# Semicircle bound for a positive distribution of relaxation times

## Statement

Fields vary as $e^{+i\omega t}$, the relative permittivity is $\varepsilon^*=\varepsilon'-i\varepsilon''$, and the temperature is fixed. Let

$$\varepsilon^*(\omega)=\varepsilon_\infty+\Delta\varepsilon\int\frac{G(\ln\tau)\,d\ln\tau}{1+i\omega\tau},\qquad G\ge0,\qquad\int G\,d\ln\tau=1,$$

with $\Delta\varepsilon=\varepsilon_s-\varepsilon_\infty$ finite and positive. Here $\varepsilon_\infty$ is the real background from all processes much faster than the relaxation. Brackets $\langle\cdot\rangle$ denote the average over $G$. For $0<\omega<\infty$:

**(A) Semicircle.** $\varepsilon''^2\le(\varepsilon_s-\varepsilon')(\varepsilon'-\varepsilon_\infty)$, hence $\varepsilon''\le\Delta\varepsilon/2$. Equality in the first form requires a single relaxation time.

**(B) Dispersion.** $2\varepsilon''^2/\Delta\varepsilon\le-d\varepsilon'/d\ln\omega\le\varepsilon''$, so $\varepsilon'$ falls strictly.

**(C) Slope and curvature.** $-1<d\ln\varepsilon''/d\ln\omega<1$ and $d^2\ln\varepsilon''/d(\ln\omega)^2\ge-1$.

**(D) Gaussian $G$** of standard deviation $\sigma$ in $\ln\tau$. The peak height $F(\sigma)=\varepsilon''_{\max}/\Delta\varepsilon$ is $\tfrac12(1-\sigma^2/2+\dots)$ for $\sigma\ll1$ and $\sqrt{\pi/8}\,\sigma^{-1}[1-\pi^2/(8\sigma^2)+\dots]$ for $\sigma\gg1$. The crossover lies at $\sigma^*=\sqrt{\pi/2}=1.25$.

## Dimensional analysis

Both strengths scale out through

$$y'=\frac{\varepsilon'-\varepsilon_\infty}{\Delta\varepsilon},\qquad y''=\frac{\varepsilon''}{\Delta\varepsilon}.$$

Frequency and time occur only as $x=\omega\tau$. With $u=\ln x$,

$$\frac1{1+x^2}=\tfrac12(1-\tanh u),\qquad\frac{x}{1+x^2}=\tfrac12\operatorname{sech}u,$$

so $y'$ and $y''$ are convolutions of $G$ with fixed kernels on the logarithmic axis, and $d/d\ln\omega$ acts as $d/du$. The kernels carry no parameter and have a width of order one. This is why the bounds are pure numbers. A family of fixed shape leaves two variables, the position $u_0=\ln\omega\tau_c$ relative to a central time $\tau_c$, and the width $\sigma$. The ratio

$$\rho=\frac{y''^2}{y'(1-y')}\le1$$

states how fully the bound is used.

For thermally activated hopping, $\tau=\tau_0\exp(E/k_BT)$. A Gaussian spread $\sigma_E$ of barriers about $E_0$ gives a Gaussian $G$ with $\tau_c=\tau_0\exp(E_0/k_BT)$ and $\sigma=\sigma_E/k_BT$. Thus $E_0/k_BT$ places the peak and $\sigma_E/k_BT$ shapes it.

## Proofs

**(A)** One has $y'=\langle a^2\rangle$, $1-y'=\langle b^2\rangle$ and $y''=\langle ab\rangle$ with $a=(1+x^2)^{-1/2}$ and $b=xa$. Because $G\ge0$ the average defines an inner product, and the Cauchy–Schwarz inequality gives $\langle ab\rangle^2\le\langle a^2\rangle\langle b^2\rangle$. Equality needs $b/a=\omega\tau$ constant on the support of $G$. Since $y'(1-y')\le1/4$, $y''\le1/2$.

The deficit has a closed form. Each $z=1/(1+ix)$ lies on the circle $|z-\tfrac12|=\tfrac12$, that is $|z|^2=\operatorname{Re}z$, and $\langle z\rangle=y'-iy''$. Therefore

$$D\equiv y'(1-y')-y''^2=\langle|z|^2\rangle-|\langle z\rangle|^2=\frac12\left\langle\!\!\left\langle\frac{\sinh^2[(u_1-u_2)/2]}{\cosh u_1\cosh u_2}\right\rangle\!\!\right\rangle .$$

The double average runs over two independent draws from $G$, and the fraction is $|z_1-z_2|^2$. The deficit is the variance of the Debye points: a weighted mean of points on a circle lies inside it.

**(B)** Differentiation gives $-dy'/du=\tfrac12\langle\operatorname{sech}^2u\rangle$. Since $\operatorname{sech}u\le1$, this is at most $\tfrac12\langle\operatorname{sech}u\rangle=y''$. Since a mean square is at least the squared mean, it is at least $\tfrac12\langle\operatorname{sech}u\rangle^2=2y''^2$.

**(C)** Let $\langle\cdot\rangle_w$ be the average with the positive weight $G\operatorname{sech}u$, normalised. From $(\operatorname{sech}u)'=-\operatorname{sech}u\tanh u$ the slope is $-\langle\tanh u\rangle_w$, and $|\tanh u|<1$. From $(\operatorname{sech}u)''=\operatorname{sech}u\,(\tanh^2u-\operatorname{sech}^2u)$ the curvature is

$$\langle\tanh^2u\rangle_w-\langle\tanh u\rangle_w^2-\langle\operatorname{sech}^2u\rangle_w\ge-1 .$$

No loss peak is more sharply curved than a Debye peak at its top.

**Origin of $G\ge0$.** A master equation with detailed balance can be symmetrised, so its decay rates are real. The weight of each mode in the equilibrium dipole correlation function is the square of the projection of the dipole on that mode. Linear response then gives the form above with non-negative weights.

## Small and large frequency

If the moments exist, expansion of the kernels gives for $\omega\to0$

$$y''=\omega\langle\tau\rangle-\omega^3\langle\tau^3\rangle+\dots,\qquad1-y'=\omega^2\langle\tau^2\rangle-\dots,$$

$$\frac{d\ln y''}{d\ln\omega}=1-2\omega^2\frac{\langle\tau^3\rangle}{\langle\tau\rangle}+\dots,\qquad\rho\to\frac{\langle\tau\rangle^2}{\langle\tau^2\rangle}.$$

The substitution $x\to1/x$ leaves $x/(1+x^2)$ unchanged and exchanges $y'$ with $1-y'$. For $\omega\to\infty$ the slope is therefore $-1+2\langle\tau^{-3}\rangle/(\omega^2\langle\tau^{-1}\rangle)$ and $\rho\to\langle\tau^{-1}\rangle^2/\langle\tau^{-2}\rangle$. The slope reaches its limits $\pm1$ in the wings while the semicircle bound stays unsaturated.

For the Gaussian, $\langle\tau^n\rangle=\tau_c^n e^{n^2\sigma^2/2}$. Then $\rho\to e^{-\sigma^2}$ in both wings, and the low-frequency slope is $1-2\exp(2u_0+4\sigma^2)$. This leading correction is small only for $u_0<-2\sigma^2$. The crossover itself lies closer to the peak. Multiplying the Gaussian by $x=e^u$ shifts its centre by $\sigma^2$, which gives the identity

$$y''(u_0)=e^{u_0+\sigma^2/2}\,y'(u_0+\sigma^2).$$

The prefactor is $\omega\langle\tau\rangle$, and $y'$ passes through $1/2$ at zero argument by symmetry. The loss is thus exactly half its linear asymptote at $u_0=-\sigma^2$, where $y''=\tfrac12e^{-\sigma^2/2}$. The transition extends over a range of $u_0$ of order $\max(1,\sigma)$. The high-frequency crossover lies at $u_0=+\sigma^2$.

If the moments diverge, the limits $\pm1$ need not be reached. The Cole–Cole form $1/[1+(i\omega\tau_c)^\beta]$ has $G>0$ for $0<\beta<1$, wing slopes $\pm\beta$, $\rho\to0$ in the wings and peak height $\tfrac12\tan(\beta\pi/4)$. A fit with $1<\beta<2$ exceeds $1/2$ and so corresponds to no positive $G$.

## Small and large width

**Narrow, $\sigma\ll1$.** Linearising $z$ about $u_0$, with $|dz/du|^2=\tfrac14\operatorname{sech}^2u$, gives $D\approx\tfrac14\sigma^2\operatorname{sech}^2u_0$ for any shape of variance $\sigma^2$. On the Debye circle $y'(1-y')=\tfrac14\operatorname{sech}^2u_0$, so $\rho\approx1-\sigma^2$ at all frequencies. For the Gaussian the peak sits at $u_0=0$, because the convolution of two even single-peaked functions is largest at the centre. There $y'=1/2$ and $\rho=4F^2$. From $\operatorname{sech}u=1-u^2/2+5u^4/24-\dots$ and $\langle u^4\rangle=3\sigma^4$,

$$F=\tfrac12\left(1-\tfrac12\sigma^2+\tfrac58\sigma^4-\dots\right).$$

The series is asymptotic, since the Taylor series of $\operatorname{sech}u$ converges only for $|u|<\pi/2$.

**Broad, $\sigma\gg1$.** Now $G$ is expanded about $\ln\tau=-\ln\omega$. The integrals over all $u$ are $\int\operatorname{sech}u=\pi$, $\int u^2\operatorname{sech}u=\pi^3/4$, $\int\tfrac12\operatorname{sech}^2u=1$ and $\int\tfrac12u^2\operatorname{sech}^2u=\pi^2/12$. They give

$$y''=\frac\pi2\left[G+\frac{\pi^2}{8}G''\right],\qquad-\frac{dy'}{d\ln\omega}=G+\frac{\pi^2}{24}G'',$$

$$\frac{\varepsilon''}{-d\varepsilon'/d\ln\omega}=\frac\pi2\left[1+\frac{\pi^2}{12}\frac{G''}{G}\right].$$

At the centre of the Gaussian $G=1/(\sigma\sqrt{2\pi})$ and $G''/G=-1/\sigma^2$, which yields the broad form in (D), with $\sqrt{\pi/8}=0.627$. Away from the centre the loss follows $G$ with slope $-u_0/\sigma^2$. This slope would reach $\pm1$ at $u_0=\mp\sigma^2$, the crossover found above, where (C) takes over.

**Crossover.** The Fourier transform of $\operatorname{sech}u$ is $\pi\operatorname{sech}(\pi k/2)$ and that of the normalised Gaussian is $e^{-\sigma^2k^2/2}$. Parseval's relation gives $2F(\sigma)=\tfrac12\int e^{-\sigma^2k^2/2}\operatorname{sech}(\pi k/2)\,dk$. With $v=\pi k/2$ the exponential becomes a Gaussian of width $\pi/(2\sigma)$, so

$$F(\sigma)=\frac{\sqrt{\pi/2}}{\sigma}\,F\!\left(\frac{\pi}{2\sigma}\right).$$

The relation maps the narrow series term by term onto the broad one. Its fixed point is $\sigma^*=\sqrt{\pi/2}$, which is also where the leading forms $1/2$ and $0.627/\sigma$ cross. Quadrature gives $F(\sigma^*)=0.33$.

**Two discrete times.** For weights $w$ and $1-w$ and separation $L=\ln(\tau_2/\tau_1)$, $D=w(1-w)\sinh^2(L/2)/(\cosh u_1\cosh u_2)$. Midway, $u_{1,2}=\mp L/2$, this equals $w(1-w)\tanh^2(L/2)$, which grows as $L^2/4$ and saturates as $1-4e^{-L}$ in units of $w(1-w)$. For equal weights the midpoint turns from a maximum of the loss into a minimum when $\tanh^2(L/2)=\operatorname{sech}^2(L/2)$, at $\tau_2/\tau_1=(1+\sqrt2)^2=5.83$.

## Where the premises fail

A dc conductivity adds $\sigma_{\rm dc}/(\varepsilon_0\omega)$ to $\varepsilon''$ and nothing to $\varepsilon'$. It breaks (A) at low frequency and must be subtracted, while the inequality $-d\varepsilon'/d\ln\omega\le\varepsilon''$ survives. A phonon term $\varepsilon_b\,\omega_0^2/(\omega_0^2-\omega^2+i\gamma\omega)$ raises $\varepsilon'$ by the fraction $(\omega/\omega_0)^2$ (for $\gamma\ll\omega_0$) and adds the loss $\varepsilon_b\gamma\omega/\omega_0^2$. It counts as background only while both are negligible. The bounds concern frequency sweeps. In a temperature sweep $\Delta\varepsilon$, $\varepsilon_\infty$ and $G$ all change.

## Numbers for Li in KTaO$_3$

Li$^+$ replaces K$^+$ and sits off centre along one of six $\langle100\rangle$ directions. For an isolated ion hopping by 90° at rate $k$ to each of four adjacent positions, the rate matrix has eigenvalues $0$, $4k$ (three times) and $6k$ (twice). The dipole components are eigenvectors with $4k$, so $\tau=1/(4k)$ and (A) holds with equality. Any deficit signals differences between sites or interactions between dipoles.

The model takes the typical values $E_0/k_B\approx1000$ K (86 meV) and $\tau_0\approx10^{-13}$ s, and an illustrative spread $\sigma_E/k_B=100$ K (8.6 meV), held constant. The peak frequency is $f_c=1/(2\pi\tau_c)$. $F$ is from quadrature, and the two-term value uses the narrow form for $\sigma<\sigma^*$ and the broad form otherwise.

| $T$ (K) | $\sigma$ | $f_c$ (Hz) | $F$ | two-term | $\rho$ at peak | $\rho$ in wings |
|---|---|---|---|---|---|---|
| 200 | 0.5 | $1.07\times10^{10}$ | 0.451 | 0.4375 | 0.81 | 0.78 |
| 100 | 1 | $7.23\times10^{7}$ | 0.371 | 0.250 | 0.55 | 0.37 |
| 50 | 2 | $3.28\times10^{3}$ | 0.253 | 0.217 | 0.26 | 0.018 |
| 25 | 4 | $6.76\times10^{-6}$ | 0.146 | 0.145 | 0.086 | $1.1\times10^{-7}$ |

The model's crossover temperature is $T^*=\sigma_E/(k_B\sigma^*)=79.8$ K. The two middle rows lie within a factor of two of $\sigma^*$, where neither truncated series is reliable. At 50 K the linear wing $\varepsilon''\propto\omega$ sets in near $f_ce^{-4}=60$ Hz, and its leading correction applies below $f_ce^{-8}=1.1$ Hz.

**Background.** The compiled high-frequency dielectric constant 4.592 (Houtput 2024) is electronic and is not the $\varepsilon_\infty$ of this relaxation, which includes the soft phonon. Take the illustrative values $\varepsilon_\infty=1000$ and $\Delta\varepsilon=1000$ at 50 K, chosen to have the order typical for about one per cent Li, so that $\varepsilon_s=2000$. The bound is then $\varepsilon''\le500$ and the model's peak is 253. Inserting 4.592 gives $\varepsilon''\le998$, which is true but twice as loose. For a soft mode of order $\omega_0/2\pi=1$ THz with $\gamma/2\pi=0.1$ THz (approximate inputs), the 200 K peak frequency brings a fractional rise of $1\times10^{-4}$ and a loss of $1.1\times10^{-3}\,\varepsilon_b$. That loss rivals the relaxation peak only if $\Delta\varepsilon/\varepsilon_b$ falls to $2.4\times10^{-3}$.

**Strength.** Independent dipoles $p$ of density $n$ on six equivalent axes give $\Delta\varepsilon=np^2/(3\varepsilon_0k_BT)$ when local fields are ignored. With the compiled lattice constant 3.9885 Å (300 K, Wikipedia) and a Li fraction of 0.01, $n=1.58\times10^{26}$ m$^{-3}$. A bare dipole of one elementary charge times an approximate displacement of 1.2 Å gives $\Delta\varepsilon=3.2$ at 50 K. This lies far below the typical order of $10^3$, because each Li polarises the soft lattice around it. The assumed strength corresponds to an effective dipole 18 times the bare one. The bounds, $F$ and $\rho$ do not depend on this factor.

**Second process.** A slower relaxation, usually assigned to Li pairs, has a barrier of roughly 2500 K. With equal $\tau_0$, $L=15$ at 100 K, a time ratio of $3.3\times10^6$ and far above the splitting threshold. Each arc then obeys (A) with its own strength, which is the sharper test. A constant $\sigma_E$ is also a simplification: at a few per cent Li the dipoles typically freeze collectively at some tens of kelvin and $G$ broadens faster than $1/T$. The 25 K row therefore illustrates the broad limit of the model and tends to overstate the peak height of such a crystal.

## A gate oxide beside it

The upper inequality of (B), $-d\varepsilon'/d\ln\omega\le\varepsilon''$, needs neither $\varepsilon_s$ nor $\varepsilon_\infty$, which suits HfO$_2$ films, where the relaxation is usually too broad to show either plateau. Suppose, as an illustrative input, that $\varepsilon'$ falls by 1 % per decade. Then $-d\ln\varepsilon'/d\ln\omega=0.01/\ln10$, and the loss tangent $\varepsilon''/\varepsilon'$ is at least 0.0043 for any positive $G$. For a flat $G$ it is $\pi/2$ times larger, 0.0068. These are the model's numbers and scale linearly with the assumed dispersion. Leakage can only raise the loss. A series inductance $L_s$ acts in the same direction. It turns the capacitance $C^*=C'-iC''$ into $C^*/(1-\omega^2L_sC^*)$, whose loss tangent $C''/(C'-\omega^2L_s|C^*|^2)$ is larger below resonance, and for a low-loss film it reduces the apparent fall of $\varepsilon'$. A film showing that dispersion with a smaller loss tangent would therefore point to an over-compensated (effectively negative) lead inductance, to a phase or calibration offset, or to a response that is not a positive sum of relaxations.